Q: I have the charges of the six atoms in one cell of Sc₂BP₃, and three of the atoms are phosphorus. Why don't those three carry the same charge?

Ansatz 0.2.0, scalar-relativistic PBE with PAW, without spin polarisation, for the six atoms of a Sc₂BP₃ cell (P-6m2) held fixed; plane-wave cutoff 420 eV, 12×12×4 k mesh, Gaussian smearing of 0.1 eV. The s, p and d electrons are Löwdin populations, including Sc 3s and 3p, with zero for a shell that the PAW dataset lacks.

| row | bader charge (e) | element | s electrons (e) | p electrons (e) | d electrons (e) |
| --- | --- | --- | --- | --- | --- |
| 1 | 1.654 | Sc | 2.285 | 5.988 | 1.604 |
| 2 | 1.614 | Sc | 2.489 | 5.984 | 1.832 |
| 3 | -0.968 | B | 0.890 | 2.995 | 0.000 |
| 4 | -0.516 | P | 1.476 | 3.589 | 0.000 |
| 5 | -0.516 | P | 1.476 | 3.589 | 0.000 |
| 6 | -1.267 | P | 1.615 | 3.978 | 0.000 |

A: Because they don't have the same neighbours. Rows 4 and 5 are the two ends of a straight P–B–P unit, with B (row 3) in the middle. Row 6 is a P with no B next to it; it lies in a flat layer, surrounded by three Sc atoms at 2.46 Å. The bader charge follows this division, with −0.52 e on each end of the unit and −1.27 e on the lone P. Rows 4 and 5 agree exactly because symmetry makes them one kind of site.

Q: What is a bader charge, precisely?

A: The electron density is cut into one region per atom along the surfaces where it passes through a minimum between neighbours. The electrons in each region are counted and compared with the neutral atom. A negative value means that the region holds more electrons than the neutral atom would. It is a way of dividing a continuous density, so it needn't give whole numbers.

Q: Why should a bond to B make P less negative? P still wants eight electrons around it.

A: It does, but there are two ways to get them. A P atom has five valence electrons. The lone P can only complete its eight by taking three from Sc, which makes it P³⁻ on paper. A P bonded to B can share electrons instead, and what it shares it needn't take.

Count the electrons of the unit. B brings three, the two P bring ten, and the Sc atoms supply three more, which makes sixteen. That is the number in CS₂, and the same bonding pattern fits: P=B=P, with a double bond on each side. Each P then owns two lone pairs and half of a double bond, six electrons in all, so its charge on paper is −1. The B–P distance of 1.75 Å fits this picture, because single B–P bonds are clearly longer.

Q: So on paper the lone P should be three times as negative as the bonded one. The table gives a factor of about two and a half, and both charges are much smaller than the whole numbers.

A: The whole numbers assume that Sc gives its electrons away completely. In the crystal, the filled P orbitals mix with empty 3d orbitals of Sc, so part of each "P" electron stays near Sc. The d electrons column agrees with this: it shows 1.6 and 1.8 on the two Sc atoms, where a bare Sc³⁺ would have none. That column also catches some density that belongs to the neighbours, so it doesn't mean that Sc is a d¹ or d² ion.

Q: Does the electron count make this an insulator?

A: It would suggest filled shells and perhaps a gap, but the calculation finds a metal, with filled and empty bands overlapping by about 0.3 eV. PBE tends to make gaps too small, so a small real gap remains possible. The count is a guide to who needs how many electrons, and the charges have to be read with that in mind.

Q: Then B puzzles me. I learned to write B³⁺ and P³⁻, and here B is at −0.97 e, more negative than the P atoms bonded to it.

A: B³⁺ comes from a rule that hands both electrons of every bond to the more electronegative partner. B and P have nearly equal electronegativities, so for this bond the rule turns a small preference into a full transfer. If you split each bond evenly instead, B owns half of two double bonds. That is four electrons, one more than it brought, and so its charge on paper is −1. The negative sign in the table is therefore no surprise.

Q: But even splitting gives −1 for B and −1 for each P. Why does B end up with almost twice the charge?

A: There the drawing on paper runs out, because it splits every bond evenly and leaves out the surroundings. If all charges on paper are reduced by one common factor, fitted by least squares to all six rows, the P ends come out right. B does not: it should then have −0.52 e, and its actual charge is larger in size by 0.45 e. The lone P is off as well, at −1.56 e instead of −1.27 e, but B misses by more. Something favours the middle of the unit over its ends.

Look first at where the Sc atoms are. B has three of them at 2.46 Å, as close as they are to the lone P. Each P end has one Sc at 2.69 Å and three more at 3.02 Å. You might expect the three close ones to attract the extra charge of the unit to its middle. But electrostatic attraction falls off slowly, as one over the distance. Adding up $1/d$ over these neighbours gives 1.22 Å⁻¹ for B and 1.37 Å⁻¹ for a P end, so they don't favour B. The rest of the crystal would have to be added before this argument could decide anything.

Another possibility lies in the unit itself. Compared with the charges on paper, B has kept nearly all of its −1, while each P end has lost about half. The P ends have lone pairs that can mix with the empty Sc orbitals, and B has none, so a larger loss is expected at the ends. The B–P bond may also be polar towards B by itself, and this one crystal can't separate the two.

Q: Can the distances to Sc still be turned into an estimate?

A: A simple one. Let each Sc pass some charge to each B or P near it, and let the amount fall exponentially with distance. That form is a convenient choice and isn't derived from the effects above. Treat B and P alike, and let nothing pass between them. The charge of a B or P site is then

$$q=-q_0\sum_i e^{-(d_i-d_0)/s},$$

where $d_i$ are the distances to its Sc neighbours and $d_0$ is the shortest one, 2.46 Å. A Sc atom has the same sum over its B and P neighbours, with a plus sign. Least squares on all six rows gives $q_0=0.377$ e and $s=0.40$ Å.

Q: Let me try row 4. The Sc at 2.69 Å is 0.23 Å beyond the shortest distance, so it counts as 0.57 of a short contact.

A: Good. The three at 3.02 Å count as 0.25 each.

Q: Then the P end has the equivalent of 0.57 + 3 × 0.25 = 1.32 short contacts. Multiplied by $q_0$, that makes −0.50 e, and the table has −0.52 e. The lone P has three full contacts, so it should have −1.13 e.

A: The table has −1.27 e there, so the estimate is about a tenth too small in size. Both rows were part of the fit, so this is no prediction. The typical miss over the six rows is 0.09 e, against 0.22 e for the scaled charges on paper. But the contact estimate has two constants and only four independent charges to match, and the constants can partly make up for each other. I would take from it only that the pattern is compatible with the distances to Sc, and give the constants no meaning of their own.

Q: Where does it fail?

A: At B, which it makes too negative by 0.16 e. B and the lone P each have three Sc at the same short distance, so the estimate must give them the same charge. The table separates them by 0.30 e. What differs between an atom of B and one of P, and what passes along the B–P bond, was left out from the start.

Q: So is the P end less negative because it shares electrons with B, or because it has fewer close Sc atoms?

A: This crystal can't separate the two. Where B sits, there is no room for Sc, so the bond that reduces the need for electrons also keeps the suppliers further away. Both views give nearly the same charge for the P ends. To tell them apart you would need the same P–B–P unit in other surroundings, and the table has only this one.

Q: At least I can say that B has pulled electrons out of its P neighbours?

A: Not from these charges. Take the flat layer with the lone P and its Sc, row 2. Together they have 1.614 − 1.267 = 0.347 e, so the layer has lost electrons. Suppose that charge passes only between close neighbours. It can then leave the layer only through the two contacts from this Sc to the P ends above and below, about 0.17 e through each.

Each P end has gained 0.52 e, so about 0.34 e must have come from elsewhere. If the three more distant Sc atoms supply none of it, B must have given it to P. If each of them supplies as much as the nearer Sc does, P receives more than it keeps and passes about 0.18 e on to B. The same table allows both directions. A site charge tells you how much is there, and not which neighbour it came from.

Q: The two Sc atoms have quite different neighbours too. Why are their charges so alike, 1.65 and 1.61 e?

A: Different neighbours can add up to a similar demand. Both Sc atoms have three contacts at 2.46 Å, to B for row 1 and to the lone P for row 2. Row 1 adds six distant P atoms, and row 2 adds two that are nearer. Few near ones and many far ones weigh about the same in the contact estimate, which gives 1.70 and 1.56 e. It thus finds two similar charges, although it makes their difference larger than it is.

Q: The s and d electrons of the two Sc atoms aren't so alike.

A: Those columns use another way of counting, named after Löwdin, which assigns electrons to atomic orbitals instead of regions of space. For Sc they include the inner 3s and 3p shells, so start from eleven electrons. The Löwdin charges are then 1.12 e for row 1 and 0.70 e for row 2. The 4s orbital of Sc reaches far out, and the 3d orbitals overlap with the neighbours too, so density near a neighbouring atom can be credited to Sc. That may be why the two countings differ so much for row 2, but the table doesn't prove it.

Q: Then which statements about B and P can I rely on?

A: Those that survive both ways of counting. For P, subtract the s and p electrons from five: row 4 gives −0.07 e and row 6 gives −0.59 e, so the lone P is again the more negative. For B, subtract from three, and you get −0.89 e, again more negative than its P neighbours. But B now also exceeds the lone P, which reverses the bader order. I wouldn't look for a physical cause of an order that changes with the counting.

Q: And if I meet another crystal of this kind, where do I start?

A: With the bonds, before any charge. Find out which P atoms are bonded to B and which have only metal neighbours, and count how many electrons each group needs. Then compare the distances to the metal, but don't assume that the extra charge of a group collects where the metal is closest: one crystal can't establish such a rule. This structure may also be an invented or metastable form, and it was relaxed only within its own symmetry, so whether it would keep these distances if allowed to distort is untested.
